Q: I want to pick levels of Sb26+ for hyperfine and Zeeman measurements. All twelve levels below belong to 3d7, so they share one radial orbital. Why do g, A and B scatter so much, and why do the term labels not help me?

Relativistic CI for Sb26+ (radial Dirac CI 1) with zero-frequency Breit and model QED terms, 16 mixed configurations, a closed [Ne] core and unscaled Slater integrals. The Dirac orbitals come from exchange-only KLI potentials, optimised for each configuration. The hyperfine factors are for point nuclear moments without core polarisation, with g_I = μ/(I μN).

```
level configuration  level term     J  Landé g  A/g_I (MHz)  B/Q (MHz/barn)  weight of the leading LS term (%)
        3s2 3p6 3d7          4F   9/2    1.283         9200            6401                                 80
        3s2 3p6 3d7          2P   3/2    1.147        10410          -525.6                                 44
        3s2 3p6 3d7          4F   5/2    1.170        10480            6727                                 44
        3s2 3p6 3d7          4F   7/2    1.216        10260            6091                                 94
        3s2 3p6 3d7          4F   3/2   0.9123        15150           14380                                 50
        3s2 3p6 3d7          2G   9/2    1.090        12100           -7597                                 54
        3s2 3p6 3d7          4P   5/2    1.431         4863          -14650                                 70
        3s2 3p6 3d7          4P   1/2    1.830        -5822             n/a                                 58
        3s2 3p6 3d7          2H  11/2    1.087        13330          -29910                                100
        3s2 3p6 3d7          2G   7/2   0.9377        15750           -4168                                 80
        3s2 3p6 3d7          2D   5/2    1.187        11700            8476                                n/a
        3s2 3p6 3d7          4P   3/2    1.195        11300           840.5                                 43
```

A: The Landé g gives the Zeeman shift g μB B M of a level of angular momentum J. A/g_I is the magnetic dipole hyperfine constant divided by the nuclear g factor, g_I = μ/(I μN), and B/Q is the electric quadrupole constant divided by the nuclear quadrupole moment, so both are purely electronic. I will write A and B for them. The last column is the share of the wavefunction held by the LS term that names the level.

The shared orbital fixes only two scales, both proportional to ⟨r⁻³⟩ of 3d. Everything else is the angular coupling of seven electrons, and in this ion two interactions compete to set it. The relativistic CI run gives the Slater integral F2 = 355735 cm⁻¹ and the spin-orbit constant ζ = 34053 cm⁻¹. The ratio, 0.096, looks small, but Coulomb term spacings are F2 times small angular fractions, whereas d3/2 and d5/2 lie 2.5ζ = 85132 cm⁻¹ apart. The two are of the same order. The table shows the result: four levels have a leading weight of 50% or less. For these the label is only a name. The level called 4F3/2 has g = 0.912 where a pure 4F3/2 has 0.40, and 4P1/2 has 1.83 where the pure term has 2.67.

Q: Can that be made quantitative without repeating the Dirac calculation?

A: Put seven electrons into the ten 3d spin orbitals, take H = Coulomb repulsion (F2, F4) + ζ Σ l·s with the integrals of the run, and diagonalise among the states with M = J. There are 19 levels, matched to the table by their energy order within each J. The three factors are then expectation values of one-electron operators:

g = ⟨Lz + g_s Sz⟩ / J
A = a ⟨Σ [l − s + 3 r̂ (s·r̂)]z⟩ / J
B = −2 b ⟨Σ C20⟩

Here g_s is the spin g factor of the electron, r̂ the unit vector from the nucleus to the electron, and C20 = (3cos²θ − 1)/2. In A the term l is the field of the orbital current at the nucleus and the rest is the dipolar field of the spin. The scales are a = (μ0/4π) 2 μB μN ⟨r⁻³⟩/h and b = e² ⟨r⁻³⟩/(4πε0 h) per barn. The run has ⟨r⁻³⟩ = 150.6 bohr⁻³, which gives a = 14372 MHz and b = 35394 MHz/barn. Nothing is fitted.

2H11/2 can be done by hand. It is the only J = 11/2 level of d7, so it has nothing to mix with inside the configuration. Its M = 11/2 state is one determinant, with the three holes in m = −2 (both spins) and m = −1 (spin down). Then Lz = 5 and Sz = 1/2, and g = (5 + 1.001)/5.5 = 1.091. The unpaired electron has |m| = 1, where ⟨C20⟩ = +1/7, so its dipolar term is 2 × (1/7) × (1/2) = 1/7 and

A = a (5 + 1/7)/5.5 = 13439 MHz.

A full shell has ΣC20 = 0. Removing two electrons with ⟨C20⟩ = −2/7 and one with +1/7 leaves +3/7, so

B = −(6/7) b = −30337 MHz/barn.

The table has 1.087, 13330 and −29910, so A is 0.8% and B 1.4% smaller in size than the hand values. This also shows why 2H11/2 has the largest |B| of the table: two of the three holes sit in the orbital that is most flattened into the plane normal to J.

Q: And over all rows?

A: The rms error of this intermediate-coupling model is 0.026 in g, 310 MHz in A and 492 MHz/barn in B (eleven rows, since J = 1/2 has no quadrupole interaction). Pure LS states chosen by label give 0.34, 2908 and 4819. All signs come out right, and the LS weights agree within 4 points except 4F5/2, where the model has 50% and the table 44%. So the numbers show that the scatter comes from the angular coupling inside 3d7. The integrals come from the same run, so this explains the calculation and says nothing yet about its distance from nature. Most of the misfits are also real, since the table is rounded to 0.0005 in g and at most 5 units in A and B.

Q: A seems to fall as g rises. Is there a reason, or is it chance?

A: There is a reason, in two steps. Since Lz + Sz = J, a level's g tells how J is shared: ⟨Lz⟩/J ≈ 2 − g. The orbital part of A is therefore a(2 − g), with slope −14339 MHz when g_s is kept exact. A high g means that J is mostly spin, with little orbital current to make a field at the nucleus. A least-squares line through the twelve rows has correlation −0.985, but its slope is −23338 MHz, so the orbital part supplies only about three fifths of it.

The remainder is dipolar, and one electron shows its sign. A single d electron has A = a l(l+1)/[j(j+1)], which is (24/35)a = 9855 MHz for d5/2 and (8/5)a = 22995 MHz for d3/2; call these a5 and a3. With g = 1.2 and 0.8 the orbital parts are 0.8a and 1.2a. For one electron the dipolar field thus lowers A when spin and orbit are parallel and raises it when they are opposed. With several electrons it also matters which orbital holds the unpaired spin: 2H11/2 has spin and orbit parallel and yet a positive dipolar part. In pure jj coupling let x be the share of J carried by the d3/2 electrons. Then

g = 1.2 − 0.4 x
A = a5 + (a3 − a5) x

and every level would lie on one line of slope −(22995 − 9855)/0.4 = −32850 MHz. The fitted slope lies between this and the orbital value, because both operators also connect d3/2 with d5/2 and mixed levels leave the line. The fall is not monotonic: 2G7/2 lies above 4F3/2 in both g and A, 4F5/2 lies slightly above 2P3/2 in both, and 2P3/2 and 4F5/2 have lower A than 2D5/2 and 4P3/2 in spite of lower g. The scatter about the line is 928 MHz rms, three times the model's error.

Q: The three lowest levels, 4F9/2, 2P3/2 and 4F5/2, have unrelated labels and similar g and A. Hund's rules led me to look for the four 4F levels first.

A: With spin-orbit coupling this strong the cheapest arrangement fills d3/2 with four electrons and puts three in d5/2. Three equivalent j = 5/2 electrons allow J = 9/2, 3/2 and 5/2, which are these rows. All of J is carried by d5/2, so x = 0 and the pure states share g = 1.2 and A = a5. The table has g from 1.147 to 1.283 and A from 9200 to 10480 MHz, around those values. J = 7/2 cannot be formed this way, so 4F7/2 needs an electron lifted out of d3/2 and lies at 70388 cm⁻¹, above the nominal 2P3/2 at 59318 cm⁻¹. The run gives leading jj weights of 88, 92 and 69% for the three levels. The model identifies the configuration: its d3/2 occupation is 3.87, 3.87 and 3.50.

Q: Then d5/2 is half filled and B should vanish. Two of the three have B above 6000.

A: For the pure state it vanishes by particle-hole symmetry: exchanging electrons and holes reverses a quadrupole moment, and each of these three states maps onto itself. But C20 connects d5/2 with d3/2, so an admixture of d3/2³ d5/2⁴ contributes in proportion to its amplitude, not its weight. A weight near 0.13 is an amplitude near 0.36, and on the scale of b a value of 6401 is only 0.18 b. Purity alone does not decide the size. 4F9/2 and 2P3/2 have the same occupation in the model, yet the model gives 6553 and −651, close to the table's 6401 and −526. The near zero of 2P3/2 comes from the angular coefficients of its admixtures, and as a small remainder it is fragile: the misfit of 125 is a quarter of the table's value.

Q: Why is A negative for 4P1/2 while g is the largest in the table?

A: Both follow from one construction. In jj terms the level is d5/2⁴ coupled to J1 = 2 and d3/2³ with J2 = 3/2, and the two must point against each other to give J = 1/2. The projection of J2 on J is

x = [J(J+1) + J2(J2+1) − J1(J1+1)] / [2J(J+1)] = (0.75 + 3.75 − 6)/1.5 = −1.

So g = 1.2 + 0.4 = 1.6 and A = 2 × 9855 − 22995 = −3285 MHz. For g the d5/2 part has the larger factor and wins; for A the opposed d3/2 part has more than twice the constant and wins. The sign is no product of mixing, because the pure LS term is negative too, at −12779 MHz. The table's −5822 lies between the limits, as its g of 1.83 does. In the model the value splits into +1377 orbital and −6936 dipolar: g near 2 has almost removed the orbital current and the spin's dipolar field is what remains. 4P5/2, with the next highest g, shows the same thing in a milder form, which is why its A is the smallest positive one.

Q: If jj arguments work so well, should I relabel everything in jj coupling?

A: As a quantitative scheme the limit is no better. Letting the Coulomb term shrink towards zero and matching by order within J gives rms errors of 0.15 in g, 3279 in A and 7114 in B, better than LS for g and worse for A and B. Part of this is a wrong assignment. Counting suggests that the nine upper rows are the nine levels of d3/2³ d5/2⁴, whose J values match. In the model seven of them have a d3/2 occupation between 2.75 and 3.09, but 2D5/2 has 2.29 and 4P3/2 has 2.13. These two belong mainly to d3/2² d5/2⁵. The Coulomb spread within a jj configuration is comparable with the gap 2.5ζ, so low members of the third group drop below high members of the second. The displaced J = 3/2 state has d5/2⁴ mostly paired to J1 = 0, which costs the most repulsion, and in the limit it has g = 0.840 and A = 21676. Two higher J = 3/2 levels of the same run, both labelled 2D, have such a low g (0.956 and 0.834) and high A (20161 and 22725). Their leading jj weights are little more than half, and the one level of d3/2 d5/2⁶ also has g = 0.8 and A = a3, so g and A do not tell which of the two holds more of the displaced state.

With the right parent 4P3/2 is regular. Couple J2 = 2 of d3/2² to one d5/2 hole: x = (3.75 + 6 − 8.75)/7.5 = 0.133, so g = 1.147 and A = 9855 + 0.133 × 13140 ≈ 11600, against 1.195 and 11300. For B the half-filled d3/2² gives nothing. The hole has −(4/7) b = −20225, multiplied by the projection factor of a rank-2 tensor of j = 5/2 on J,

[3C(C−1) − 4j(j+1)J(J+1)] / [2j(2j−1)(J+1)(2J+3)], C = J(J+1) + j(j+1) − J2(J2+1) = 6.5,

which is (107.25 − 131.25)/300 = −0.08. That gives about +1600, small and positive like the table's 840, where the wrong parent gave −20290. 2D5/2 is more mixed and needs the full diagonalisation.

Q: Where does the model fail, and can you tell why?

A: For g the failures come in two kinds, and sums separate them. The sum of g over all levels of one J does not depend on how they mix. 2H11/2 lies 0.004 below the model. The two J = 1/2 levels, 4P1/2 and the higher 2P1/2 of the run, sum to 3.3284 against 3.3364, again 0.004 per level. Theory argues for a relativistic reduction of the magnetic moment of order α²T, with α the fine-structure constant and T the kinetic energy in hartree. The run's ⟨r⟩ = 0.284 bohr implies a hydrogenic charge 10.5/0.284 = 37 and T = 37²/18 = 76, so α²T ≈ 0.004, which is support as to order of magnitude only.

The larger misfits cancel within a J: +0.028 for 2P3/2 against −0.027 for 4F3/2, and −0.076 for 4P1/2 while the pair sum holds. These are errors in mixing angles. Scaling F2 and F4 by one factor and ζ by another, fitted by least squares to the twelve level energies (0.961 and 1.007), lowers the rms in g only to 0.020, so a common error in the size of the integrals is not the main cause. Candidates are term-dependent energy shifts from the Breit interaction and from admixed configurations, and Slater integrals that differ between d3/2 and d5/2. In these rows the run's Breit shares range from +2280 cm⁻¹ for 2P3/2 to −4205 cm⁻¹ for 2H11/2, as large as the model's energy error of 2392 cm⁻¹ rms, but I have not tested the link. B hardly responds to this rescaling, nor to a single scale factor fitted to its eleven rows (rms 463); the worst row of the unfitted model is 2G9/2, off by 984, or 13% of the table's value.

Q: And A? An error of 263 MHz on 4P1/2 looks good.

A: It is partly luck. The J = 1/2 sum of A is −12886 MHz in the run and −10974 in the model, a gap of −1912, or 17% of the model value. Mixing within 3d7 cannot change that sum, so the operator or the single configuration is at fault, and most of the gap lands on 2P1/2. The sum is sensitive because it is a difference of large numbers. The upper level, J2 = 2 against j = 5/2, has x = (0.75 + 6 − 8.75)/1.5 = −4/3, so the pair gives (13/3) a5 − (7/3) a3.

Dirac theory makes d3/2 more compact than d5/2, so a3 should gain on a5. How each moves against a common ⟨r⁻³⟩ is less certain, because the Dirac magnetic integral is a product of large and small components and not exactly ⟨r⁻³⟩. Let the shifts be δ5 and δ3, and use the two mixing-free quantities; 2H11/2 is (4 a5 + 1.5 a3)/5.5 with misfit −109:

4 δ5 + 1.5 δ3 = −109 × 5.5 = −600
13 δ5 − 7 δ3 = −1912 × 3 = −5736

The solution is δ5 ≈ −270 and δ3 ≈ +320 MHz, that is −2.7% of a5 and +1.4% of a3. Two equations in two unknowns prove nothing, but a3 does gain on a5, and the three rows built on d5/2, which were not used, have misfits of −261, −681 and −365. This remains a guess. A linear fit of the twelve A values with separate orbital, dipolar and contact-like (Sz/J) constants, on the rescaled states, lowers the rms from 286 to 125 MHz. Its constants trade against each other, and a contact-like term can come from relativity or from admixed configurations with an open s shell, so the fit does not pick a cause.

Q: What would change along the isoelectronic sequence, or for three d electrons?

A: F2 grows roughly as the effective charge, ⟨r⁻³⟩ as its cube and ζ about as its fourth power. Towards the iron-group end, at Co2+, the labels become true: the four 4F levels come lowest, g of 4F3/2 returns towards 0.40 and that of 4P1/2 towards 2.67. At much higher Z the three d5/2³ levels detach as a group, their g and A/a converge on 1.2 and 24/35 apart from relativistic corrections that grow with Z, and their B/b shrinks only as fast as the mixing amplitude, roughly F2/ζ. The third J = 3/2 level should then change parent back to d3/2³ d5/2⁴, with a drop in g towards 0.84 and a rise in A/a. For d3 the pure LS terms keep their g and A/a and reverse the sign of B; 2H11/2 has B = +(6/7) b. The fine structure is no longer inverted, and the ground level tends to d3/2³ with J = 3/2, low g and A near a3.

Q: Which numbers would you trust against my measurement?

A: The g values depend on mixing and hardly on the radial function, so they are the direct probe of the coupling, most sharply for 4P1/2 and the J = 3/2 levels. A lacks core polarisation. The unpaired 3d spin polarises the s shells and adds a contact term proportional to ⟨Sz⟩/J ≈ g − 1, which is largest for 4P1/2 and 4P5/2, the two rows where |A| is already smallest. Their four digits deserve the least trust, and the run's good ionisation energy does not test them. B lacks core polarisation too: the closed shells are distorted by the 3d charge and shield or enhance its field gradient. The exchange-only orbitals set ⟨r⁻³⟩, and with it the scale of every A and B. Together with the limited configuration list they also affect the mixing, which matters most for small remainders such as B of 2P3/2 and 4P3/2. 2H11/2 has g − 1 below 0.1 and no partner within 3d7, so its factors depend least on the mixing. To extract μ or Q from it you still need a reliable ⟨r⁻³⟩ and an estimate of core polarisation. What the table leaves open is how the 1912 MHz gap in the J = 1/2 sum divides between the j-dependent radial integrals of Dirac theory and admixed configurations, either of which can look like a contact term; a run with 3d7 alone would remove the second and show whether the first suffices.
